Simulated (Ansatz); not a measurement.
# A series in volume scale on MnF2

All results are calculated (Ansatz 0.2.0). Free energy against uniform scaling of the volume at fixed shape and fractions; periodic cell, basis, potentials, k mesh and filling as listed.

The cell before it is scaled or strained (space group P4_2/mnm, No. 136):
```
CELL_PARAMETERS angstrom
4.87380 0.00000 0.00000
0.00000 4.87380 0.00000
0.00000 0.00000 3.31070
ATOMIC_POSITIONS crystal
Mn 0.00000 0.00000 0.00000
Mn 0.50000 0.50000 0.50000
F 0.30530 0.30530 0.00000
F 0.19470 0.80530 0.50000
F 0.69470 0.69470 0.00000
F 0.80530 0.19470 0.50000
```

Settings of every row: functional PBE; dispersion none; potentials PAW; wave cutoff 517.02 eV; density cutoff 2068.1 eV; k mesh 5x5x7; k shift 0x0x0; occupations fermi dirac; smearing width 0.1 eV; spin collinear.

Limits: a known weakness of the program can leave such a cell on a higher state; coarse k mesh, up to 40 meV an atom off; state may not be the lowest.

| row | volume scale | V (Å³/atom) | energy above lowest point (meV/atom) |
| --- | --- | --- | --- |
| 1 | 0.94 | 12.321 | 41.4 |
| 2 | 0.96 | 12.583 | 25.4 |
| 3 | 0.98 | 12.845 | 13.7 |
| 4 | 1 | 13.107 | 5.8 |
| 5 | 1.02 | 13.369 | 1.4 |
| 6 | 1.04 | 13.631 | 0 |
| 7 | 1.06 | 13.893 | ? |

Question: what energy above lowest point should row 7 give?

Worked fit of energy above lowest point. Take u = (V_r/V)^(2/3) − 1 with V_r = 12.976 Å³ an atom, which is twice the finite (Eulerian) strain; such expansions in the strain, on which the Birch-Murnaghan equation of state is built, carry the rest volume and the bulk modulus. The shown rows have u = 0.03513, 0.02071, 0.00679, -0.00667, -0.01969, -0.0323. Least squares give energy above lowest point = 9.3 + 586.8 × u + 9287 × u² meV/atom; a straight line predicts inner rows, each left out in turn, worse (root mean square 4.1 against 0.048 meV/atom). The rows lie off it by 0.0, 0.0, 0.0, 0.0, 0.1, 0.0. The withheld row has u = -0.0445, so the fit gives 9.3 + 586.8 × (-0.0445) + 9287 × (-0.0445)² = 1.6 meV/atom.

The calculation gave 1.4 meV/atom. The fit lies 0.2 meV/atom (14 % of the value, 0.48 % of the column's range) above it; its largest miss of a shown row is 0.1 meV/atom. This row lies beyond the range of the fit.
